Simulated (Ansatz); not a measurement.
Theory: DFT PBE, scalar-relativistic, plane waves, PAW (Ansatz). All cells share a 420 eV cutoff and Γ-centred k meshes spaced at most about 0.3 Å⁻¹ (about 0.25 or finer for metals, 2π included). No spin polarisation in the final relaxations.

These are static total energies at zero pressure.

Two relaxed structures of CuSn3:

A.

```
CELL_PARAMETERS angstrom
5.19506 0.00000 0.00000
-2.59753 4.49905 0.00000
0.00000 0.00000 4.98695
ATOMIC_POSITIONS crystal
Cu 0.00000 0.00000 0.50000
Sn 0.33333 0.66667 0.50000
Sn 0.66667 0.33333 0.50000
Sn 0.00000 0.00000 0.00000
```

B.

```
CELL_PARAMETERS angstrom
8.56344 0.00000 0.00000
-4.28172 7.41615 0.00000
0.00000 0.00000 3.28749
ATOMIC_POSITIONS crystal
Cu 0.66667 0.33333 0.25000
Cu 0.33333 0.66667 0.75000
Sn 0.37122 0.18561 0.75000
Sn 0.81439 0.18561 0.75000
Sn 0.81439 0.62878 0.75000
Sn 0.62878 0.81439 0.25000
Sn 0.18561 0.81439 0.25000
Sn 0.18561 0.37122 0.25000
```

Problem. Which form is favoured at zero pressure, and by what margin per atom?

Solution. B is lower, by 233 meV/atom. A has space group P6/mmm (No. 191), 29.1 Å³/atom and no gap on its mesh; B has space group P6_3/mmc (No. 194), 26.1 Å³/atom and no gap. Counting all near atoms (those within 1.25 times the shortest distance at each site; a plus sign parts nearer from farther groups; a slash parts the counts of unlike sites), A has Cu 2+6, Sn 2/6 and B has Cu 6+2, Sn 2+6. The denser one is the lower, and pressure would at first widen the difference. Even the lower one lies +0.14 eV/atom against the reference forms of the elements (uncorrected), so neither is stable at this level. In A, Cu has 2 Sn at 2.49 Å and 6 Sn at 3.00 Å; around Sn on a site of symmetry -6m2 lie 3 Cu at 3.00 Å and 3 Sn at 3.00 Å; Sn on a site of symmetry 6/mmm is surrounded by 2 Cu at 2.49 Å. In B, Cu is surrounded by 6 Sn at 2.74 Å and 2 Cu at 3.29 Å; Sn has 2 Cu at 2.74 Å and 6 Sn at 3.21–3.29 Å. Origin: A was invented; B is a Materials Project cell, relaxed.

Cells relaxed within their symmetry can be saddle points.

The preference for B fits its more even metallic bonding. Its Cu atoms sit in trigonal prisms of six Sn at 2.74 Å, a normal Cu–Sn bond length, and the prisms share faces to form columns linked by Sn–Sn contacts. In A, Cu is squeezed between two Sn at 2.49 Å, while the six in its plane, at 3.00 Å, can bind only weakly. The axial Sn has just those two short contacts, and the other Sn atoms have near neighbours only within their own layer. With the Cu d shell essentially full and little electronegativity difference, cohesion rests mainly on delocalised s and p electrons, which probably penalises such uneven, open surroundings.

Better packing than in A does not make B a compound to expect. Its positive energy against the elements agrees with the known phase diagram, where tin-rich alloys consist of Cu6Sn5 and tin. Because that mixture should lie below the separate elements, the true driving force for decomposition is probably somewhat larger than the elemental comparison suggests.
